\section*{Solution key: grand-potential twist averaging in a charged cell}

\subsection*{Problem and conventions}

Hartree atomic units. An unpolarised electron gas at $r_s=2$ fills a simple cubic cell of fixed volume $V=N_0\,4\pi r_s^3/3=1809.56$ bohr$^3$ with $N_0=54$. Then $L=12.186$ bohr, $g=2\pi/L=0.51561$ bohr$^{-1}$ and $k_F=(9\pi/4)^{1/3}/r_s=0.95958$ bohr$^{-1}$. At twist $\theta$ the plane waves $\mathbf k=g(\mathbf n+\theta)$ with $|\mathbf n+\theta|<R=k_F/g$, $R^2=3.4635$, are doubly occupied, so $N(\theta)$ varies. The trial function is the bare determinant: the variational energy is the Hartree--Fock (HF) one and carries no statistical error. Required: the energy per electron on the grid $\theta\in\{0,\tfrac12\}^3$ from the grand-potential estimator (Azadi and Foulkes, 2019). Cell energies are divided by $N_0$, and unrounded values are carried throughout.

\subsection*{The estimator}

With a bar for the mean over twists,
\begin{equation}
E_{\rm GP}=\overline{E(\theta)-\mu N(\theta)}+\mu N_0=\bar E-\mu(\bar N-N_0),
\qquad
\frac{\partial E_{\rm GP}}{\partial\mu}=-(\bar N-N_0),
\tag{1}
\end{equation}
the derivative taken at fixed occupations. On a dense grid the points $\mathbf n+\theta$ fill the Fermi sphere uniformly, $\bar N\to N_0$, and $E_{\rm GP}$ has the same limit as $\bar E$. Filling one more state changes $E-\mu N$ by $\epsilon-\mu$, with $\epsilon$ the addition energy, and this vanishes for a state whose $\epsilon$ equals $\mu$. For free electrons with $\mu=k_F^2/2$, $E-\mu N=\sum\min(\epsilon_k-\mu,0)$ is continuous in $\theta$ while $E$ and $N$ jump. The leading grid error $\mu(\bar N-N_0)$ is thus removed, and a remainder from the quadrature of $E-\mu N$ survives. The $\mu$ must belong to the same level of theory as $E$. From the bulk HF energy $e=\tfrac{3}{10}k_F^2-3k_F/4\pi$,
\begin{equation}
\mu=\frac{d(ne)}{dn}=\frac{k_F^2}{2}-\frac{k_F}{\pi}=0.15495\ \text{Ha},
\tag{2}
\end{equation}
a derivative along which the background density follows the electron density.

\subsection*{Common ingredients}

Split $1/r=\mathrm{erfc}(\kappa r)/r+\mathrm{erf}(\kappa r)/r$. With $\rho_{\mathbf G}=\sum_i e^{i\mathbf G\cdot\mathbf r_i}$ and the prime excluding $i=j$ at $\mathbf L=0$, the electron--electron terms without $\mathbf G=0$ are
\begin{equation}
W=\frac12{\sum_{i,j,\mathbf L}}'\frac{\mathrm{erfc}(\kappa|\mathbf r_{ij}+\mathbf L|)}{|\mathbf r_{ij}+\mathbf L|}
+\frac{2\pi}{V}\sum_{\mathbf G\ne0}\frac{e^{-G^2/4\kappa^2}}{G^2}|\rho_{\mathbf G}|^2-\frac{N\kappa}{\sqrt\pi}.
\tag{3}
\end{equation}
Define $v_E(\mathbf r)=(4\pi/V)\sum_{\mathbf G\neq0}\cos(\mathbf G\cdot\mathbf r)/G^2$, of zero cell average, and $\xi=\lim_{r\to0}(v_E-1/r)=-2.8373/L=-0.23283$ Ha. Neither depends on $\kappa$. Since $\int d^3r\,\mathrm{erfc}(\kappa r)/r=\pi/\kappa^2$, each pair in $W$ contributes $v_E+\pi/\kappa^2V$ and each self term $\tfrac12(\xi+\pi/\kappa^2V)$, hence
\begin{equation}
W=\sum_{i<j}v_E(\mathbf r_{ij})+\frac{N\xi}{2}+\frac{\pi N^2}{2\kappa^2V}.
\tag{4}
\end{equation}
In the determinant the density is uniform, so $v_E$ has no direct term. Exchange gives $-S/\pi L$ for both spins together, where $S=\sum_{\mathbf n\neq\mathbf n'}|\mathbf n-\mathbf n'|^{-2}$ runs over ordered pairs of occupied points of one spin. The kinetic energy is $g^2K$ with $K=\sum|\mathbf n+\theta|^2$ over one spin.

\subsection*{Attempt (wrong; the result (A4) must not be used)}

``The background is part of the Hamiltonian, so it stays at $N_0/V$ at every twist. Its short-range interaction with the electrons and with itself is
\begin{equation}
U_{\rm b}=-\frac{\pi NN_0}{\kappa^2V}+\frac{\pi N_0^2}{2\kappa^2V}.
\tag{A1}
\end{equation}
The $\mathbf G=0$ term of the long-range part is dropped as usual, so
\begin{equation}
U'=W+U_{\rm b},
\tag{A2}
\end{equation}
\begin{equation}
E'(\theta)=g^2K-\frac{S}{\pi L}+\frac{N\xi}{2}+\frac{\pi N^2}{2\kappa^2V}+U_{\rm b}.
\tag{A3}
\end{equation}
Take $\kappa L=5$.'' The column $E'$ lists what follows; the column $E$ is the mended value derived below.

\begin{center}
\begin{tabular}{lcccccc}
twist & weight & $N$ & $K$ & $S$ & $E'$ (Ha, wrong) & $E$ (Ha)\\ \hline
$(0,0,0)$ & 1/8 & 54 & 54 & 270.133 & 1.013 & 1.013\\
$(\tfrac12,0,0)$ & 3/8 & 56 & 59 & 279.759 & 1.879 & 1.858\\
$(\tfrac12,\tfrac12,0)$ & 3/8 & 40 & 34 & 161.356 & 1.178 & 0.168\\
$(\tfrac12,\tfrac12,\tfrac12)$ & 1/8 & 64 & 72 & 346.048 & 3.167 & 2.652
\end{tabular}
\end{center}

``$\bar N=50.75$, so $\bar N-N_0=-3.25$ and $-\mu(\bar N-N_0)=0.5036$ Ha. With $\bar E'=1.6691$ Ha,
\begin{equation}
E'_{\rm GP}=2.1727\ \text{Ha},\qquad E'_{\rm GP}/N_0=40.23\ \text{mHa}\quad\text{(wrong).''}
\tag{A4}
\end{equation}

\subsection*{Symptom}

Repeat (A3) with $\kappa L=10$. The result becomes 33.97 mHa, a change of 6.27 mHa per electron. The parameter $\kappa$ only apportions $1/r$ between two sums, so a converged Ewald energy cannot depend on it. The twist $(0,0,0)$, where $N=N_0$, does not move at all, and a test at that twist alone passes. The others move in proportion to $(N-N_0)^2$, which points to the net charge.

\subsection*{Faulty line}

Line (A2). With electrons $N$ and background $N_0$ the cell has net charge of magnitude $|N-N_0|$, and the long-range term at $\mathbf G\to0$ is
\begin{equation}
\frac{2\pi}{V}(N-N_0)^2\,\frac{e^{-G^2/4\kappa^2}}{G^2}
=\frac{2\pi (N-N_0)^2}{VG^2}-\frac{\pi (N-N_0)^2}{2\kappa^2V}+O(G^2).
\tag{5}
\end{equation}
It vanishes only for a neutral cell. A periodic array of charged cells has divergent energy per cell, and discarding both pieces of (5) describes no physical system. The background must change with the twist to $N(\theta)/V$. Replacing $N_0$ by $N$ in (A1) gives $U_{\rm b}=-\pi N^2/2\kappa^2V$, which cancels the last term of (4). Keeping (A1) and restoring the finite piece of (5) gives the same constant. The attempt exceeds the correct energy by
\begin{equation}
\Delta(\theta)=E'-E=\frac{\pi}{\kappa^2V}\Big[\frac{N^2}{2}-NN_0+\frac{N_0^2}{2}\Big]=\frac{\pi\,[N(\theta)-N_0]^2}{2\kappa^2V}.
\tag{6}
\end{equation}
This is independent of the electron positions, so it is the same in variational and diffusion Monte Carlo for the same $N(\theta)$. It is non-negative and quadratic in $N-N_0$. The estimator (1) subtracts a term linear in $N$, which on a dense grid vanishes for every $\mu$ while the mean of (6) does not.

\subsection*{Mended calculation}

\begin{equation}
E(\theta)=g^2K-\frac{S}{\pi L}+\frac{N\xi}{2},
\tag{7}
\end{equation}
free of $\kappa$ and in the convention of (2). The table gives $\bar E=1.2179$ Ha, or 22.55 mHa per electron for the plain average. Adding 0.5036 Ha (9.33 mHa per electron),
\begin{equation}
E_{\rm GP}=1.7215\ \text{Ha},\qquad E_{\rm GP}/N_0=31.88\ \text{mHa}.
\tag{8}
\end{equation}

The dense-grid limit of (7) is available in closed form. The twist mean of the number of occupied pairs separated by the integer vector $\mathbf m$ is the overlap volume of two spheres of radius $R$ at distance $m=|\mathbf m|$,
\begin{equation}
O(m)=\frac{4\pi R^3}{3}-\pi R^2m+\frac{\pi m^3}{12},\qquad m<2R,
\tag{9}
\end{equation}
and zero beyond. Then $\bar S=\sum_{\mathbf m\ne0}O(m)/m^2=263.685$, the kinetic energy is $\tfrac{3}{10}k_F^2N_0=14.917$ Ha, and $E_\infty=1.7425$ Ha, or 32.27 mHa per electron. The plain average is off by $-9.72$ mHa and (8) by $-0.39$ mHa.

The second figure is partly fortuitous. The chemical potential of this cell, $dE_\infty/d\bar N$ at fixed $V$ with $d\bar N/dR=8\pi R^2$, is
\begin{equation}
\mu_{\rm cell}=\frac{k_F^2}{2}-\frac{1}{2\pi L}\sum_{0<m<2R}\frac{1-m/2R}{m^2}+\frac{\xi}{2}=0.14518\ \text{Ha},
\tag{10}
\end{equation}
the sum running over vectors $\mathbf m$. It lies 9.78 mHa below (2), and individual addition energies scatter about it. By (1) it lowers the estimate by 0.59 mHa per electron, to 31.29 mHa, which is $-0.98$ mHa from the limit. On this grid the estimator is therefore good to about 1 mHa. Using the free-electron $k_F^2/2$ in place of (2) would raise it by 18.38 mHa. Twist averaging does not touch the finite-size error of the interaction: the bulk HF value is 47.2 mHa, and $E_\infty/N_0$ differs from it by $-14.9$ mHa.

\subsection*{Size of the error}

At $\kappa L=5$ the prefactor in (6) is $\pi/50L=5.156$ mHa. On the grid, $\overline{(N-N_0)^2}=87.5$. On a dense grid the mean square number per spin is $\sum_{\mathbf m}O(m)=731.63$, including $\mathbf m=0$, and both spins share the twist, so $\overline{(N-N_0)^2}=4\big[\sum_{\mathbf m}O(m)-27^2\big]=10.51$.

\begin{center}
\begin{tabular}{lcc}
$\bar\Delta/N_0$ (mHa) & $\kappa L=5$ & $\kappa L=10$\\ \hline
$2\times2\times2$ grid & 8.35 & 2.09\\
dense grid & 1.00 & 0.25
\end{tabular}
\end{center}

These are the model's numbers, for the chosen $\kappa$, the cubic cell and the occupation rule above. On the small grid at $\kappa L=5$ the slip is 26 per cent of the correct HF estimate and nearly as large as the 9.33 mHa that the estimator was introduced to remove. Refining the grid leaves 1.00 mHa per electron, so the faulty calculation converges smoothly to 33.27 mHa in place of 32.27 mHa.